Q: A fast electron crossing boron arsenide loses energy to the crystal. I can follow its loss spectrum up to a large peak and some way down the other side. How should the last three rows continue?

Loss function of zinc-blende BAs at momentum transfer (0, 0, 0.25) in reciprocal-lattice units, computed with Yambo 5.3.0 in the random-phase approximation on Quantum ESPRESSO PBE states. The calculation uses SG15 PBE 1.2 potentials, a 952 eV wave cutoff, a 12×12×12 k-mesh, 29 bands, a 3 Ry screening block and 0.2 eV broadening.

| row | loss function | loss energy (eV) |
| --- | --- | --- |
| 1 | 0.004 | 0.00 |
| 2 | 0.004 | 1.41 |
| 3 | 0.007 | 2.61 |
| 4 | 0.016 | 4.02 |
| 5 | 0.034 | 5.43 |
| 6 | 0.046 | 6.83 |
| 7 | 0.065 | 8.04 |
| 8 | 0.109 | 9.45 |
| 9 | 0.180 | 10.85 |
| 10 | 0.286 | 12.26 |
| 11 | 0.407 | 13.47 |
| 12 | 0.490 | 14.87 |
| 13 | 0.606 | 16.28 |
| 14 | 0.861 | 17.69 |
| 15 | 1.193 | 18.89 |
| 16 | 1.882 | 20.30 |
| 17 | 3.467 | 21.71 |
| 18 | 3.248 | 23.12 |
| 19 | 2.109 | 24.32 |
| 20 | 1.254 | 25.73 |
| 21 | 0.779 | 27.14 |
| 22 | 0.602 | 28.54 |
| 23 | 0.442 | 29.75 |
| 24 | 0.383 | 31.16 |
| 25 | 0.301 | 32.56 |
| 26 | 0.250 | 33.97 |
| 27 | 0.203 | 35.18 |
| 28 | ? | ? |
| 29 | ? | ? |
| 30 | ? | ? |

A: Begin with what is plotted. Loss energy, $E$, is the energy handed to the crystal, and the loss function measures how readily that transfer happens at one fixed momentum. It is

$$
L(E)=\mathrm{Im}\left(-\frac{1}{\varepsilon}\right)=\frac{\varepsilon_2}{|\varepsilon|^2},
$$

where $\varepsilon$ is the dielectric response and $\varepsilon_2$ its absorbing part. Loss therefore needs absorption, but it also needs weak screening.

Q: Then why is there so little loss near 8 eV? The calculation puts the absorption peak there, with a height of 13.4.

A: The strong response that absorbs light also screens the passing electron. Since $|\varepsilon|$ is at least as large as $\varepsilon_2$, the loss can't exceed $1/\varepsilon_2$. If the peak height is read as $\varepsilon_2$ of this same response, the ceiling is $1/13.4$, or about 0.075. The table has 0.065 at 8.04 eV, just under it.

Q: So the large peak near 22 eV is where the screening fails?

A: Yes. There $|\varepsilon|$ becomes small, and the valence electrons can swing together against the ions. This collective oscillation is the plasmon. Its energy is set first by how densely the valence electrons are packed: eight free electrons in this cell would oscillate at 20.1 eV.

The electrons are bound, however, and binding stiffens the oscillation. The simplest description gives them all one binding energy $E_g$ and one damping width $\Gamma$:

$$
\varepsilon(E)=1+\frac{E_f^2}{E_g^2-E^2-i\Gamma E},
$$

with $E_f$ the free-electron value. Inverting it moves the resonance to $E_p=\sqrt{E_f^2+E_g^2}$. The calculated static response, 5.21, fixes $E_g$ and gives $E_p=22.4$ eV, close to the calculated peak at 21.9 eV. Part of the shift may come from the finite momentum, which one spectrum can't separate from binding.

Q: Would silicon look similar? It also has eight valence electrons in its two-atom cell.

A: It would have the same kind of peak at a lower energy, because its cell is larger and its electrons are more thinly spread. For anyone reading such spectra from a film, the main peak is thus first of all a gauge of valence-electron density. It doesn't mark the band gap or the strongest optical absorption.

Q: The peak in our table is about 5 eV wide at half height. Is that the broadening put into the calculation?

A: No, that broadening is only 0.2 eV. In this level of theory, the random-phase approximation, the plasmon can otherwise lose its energy only by lifting single electrons into empty states. The width shows that many such transitions are available near 22 eV. Transitions of the same kind, but at higher energies, supply the tail above the peak.

Q: How do I get from there to a forecast?

A: The one-oscillator response gives

$$
L(E)=\frac{E_f^2\,\Gamma E}{(E^2-E_p^2)^2+\Gamma^2E^2}.
$$

Well above the peak the damping term in the denominator is minor, which leaves $L\approx CE/(E^2-E_p^2)^2$. Two things make this fall. Absorption itself weakens, roughly as $1/E^3$ in this model, and $|\varepsilon|$ climbs back towards one, so the weak absorption is amplified less and less.

Q: Why not fit the full formula to the whole spectrum and read off the tail?

A: I tried that on all 27 known rows, with the centre held at the calculated peak, one strength and one constant width. The fit catches the peak only roughly, missing by up to 0.75 on its flank at row 16, and it starves the tail: in the known rows above 31 eV the computed loss is 1.6 to 1.8 times as large. A width suited to the peak therefore doesn't describe absorption far above it. For the forecast I set $E_p$ to the calculated peak energy and averaged $C$ over those four tail rows alone.

Q: Could a second peak still be waiting?

A: It's unlikely among the valence electrons. A sum rule fixes the total of loss weighted by energy, and about 91% of the valence share has been used by the last known row. The rule is only approximate with the nonlocal atomic potentials used here, so it supports a smooth tail but doesn't guarantee one. In a real crystal the arsenic 3d electrons would add losses of their own at higher energies; here they are frozen in the core.

Q: Show me one value worked through.

A: Take row 28, which was not used to find $C$. The regular spacing of the rows puts it near 36.6 eV. At row 27, which was used, the tail model gives 0.96 of the computed 0.203, or 0.195. Carrying that value upwards gives

$$
L\approx0.195\times\frac{36.6}{35.18}\times
\left(\frac{35.18^2-21.91^2}{36.6^2-21.91^2}\right)^2
\approx0.16.
$$

The forecasts, each with a range of ±20% of its own value, are:

- Row 28, near 36.6 eV: 0.157
- Row 29, near 38.0 eV: 0.131
- Row 30, near 39.3 eV: 0.110

The loss should keep falling, with no second peak.

Q: Why as much as 20%?

A: The strength $C$ is not quite constant even in the rows that set it, and the known tail falls unevenly, with a brief flattening near 31 eV. The calculation also includes a finite number of empty bands, and convergence with that number is untested; the high-energy end depends on it most. A plain power law through the same four rows gives slightly higher values, still inside the ranges.

Q: Let's see the computed rows.

The withheld rows as computed:

| row | loss function | loss energy (eV) |
| --- | --- | --- |
| 28 | 0.178 | 36.58 |
| 29 | 0.150 | 37.99 |
| 30 | 0.130 | 39.40 |

Q: The loss does keep falling, and there is no second peak. But all three forecasts are too low.

A: They are, by 11%, 13% and 15% of the computed values. Each result lies within its range, though the last only just: 0.130 against an upper end of 0.132. Misses that share a sign and grow with energy are not scatter. The model has the wrong slope.

Q: Can you say what is wrong with it?

A: Keeping $C$ constant amounts to saying that absorption falls roughly as $1/E^3$. The computed tail needs a larger $C$ at higher energy. Part of that comes from the damping term I dropped, which still trims the loss a little near 31 eV. But the constant-width formula keeps that term, and the computed loss still outgrows it, from 1.6 times its value at row 24 to 1.9 times at row 30. So within this picture absorption fades more slowly than the model says. The known rows already showed the drift: the model was 7% above the computed loss at row 24 and 4% below it at row 27. By averaging over the drift I carried too small a strength upwards.

Q: Did the two other descriptions do better?

A: The power law did, but it also came out low, by about 6% at row 28 and 11% at row 30. The constant-width oscillator gave only about half the computed loss in all three rows. That comparison tells us most about the physics. One damped oscillation gives the rough shape of the peak, but the tail records transitions with their own dependence on energy.

Q: What keeps the absorption up?

A: My guess is that transitions into higher empty bands keep opening as the energy rises, where a single oscillator has only the fading edge of one resonance. The table can't confirm this, because it doesn't sort the loss by band. Repeating the calculation with more empty bands would show whether the slow fall belongs to the crystal model or to the finite set of states.

Q: So how should I read a loss spectrum like this one?

A: Ask at each energy how much the crystal absorbs and how strongly it screens. Near 8 eV it absorbs strongly, but screening hides the loss. Near 22 eV screening collapses and even weak absorption gives a large peak. Higher up, $|\varepsilon|$ climbs back towards one, so the loss falls faster than the absorption and gradually approaches it in size. There an oscillator fitted to the peak is a poor guide. The printed analysis below gives the fits and each miss.

Output of the analysis:

```
fit of loss_energy on 27 rows: constant -1.376 +/- 0.023, coefficient of k 1.356 +/- 0.0015; rms 0.0571, worst 3 0.0834, leave-one-out rms 0.0618
  rows outside the fit (model, value, miss): 28 36.6, 36.58, 0.0241; 29 37.96, 37.99, -0.0295; 30 39.32, 39.4, -0.0831
Free-electron plasmon energy of 8 valence electrons per cell, eV: 20.12
One-oscillator plasmon energy with binding from the static dielectric value, eV: 22.38
Upper bound on loss at the absorption peak, one over absorption height: 0.07468
Full width at half the largest listed loss, eV: 4.943
Share of the valence loss sum rule reached by the last known row, percent: 90.72
fit of loss_function on 27 rows: coefficient of en/((en**2 - pk**2)**2 + (s*en)**2) 2005 +/- 77, s 5.133; rms 0.221, worst 16 0.748, leave-one-out rms 0.271
  rows outside the fit (model, value, miss): 28 0.09474, 0.178, -0.0833; 29 0.07916, 0.15, -0.0708; 30 0.06699, 0.13, -0.063
Computed loss over constant-width oscillator in the known tail rows: 24 1.634, 25 1.681, 26 1.779, 27 1.746
Tail model over computed loss in the known tail rows: 24 1.074, 25 1.023, 26 0.952, 27 0.9608
Power of energy with which the known tail falls: -5.135
Forecast energies of the withheld rows, eV: 28 36.6, 29 37.96, 30 39.32
Forecast loss of the withheld rows: 28 0.1575, 29 0.1308, 30 0.1101
Lower end of the forecast range: 28 0.126, 29 0.1046, 30 0.08811
Upper end of the forecast range: 28 0.1891, 29 0.157, 30 0.1322
Power-law rival for the withheld rows: 28 0.1671, 29 0.1386, 30 0.1158
Computed loss of the withheld rows: 28 0.178, 29 0.15, 30 0.13
Miss of the forecast, forecast less computed, percent of computed: 28 -11.49, 29 -12.8, 30 -15.28
```
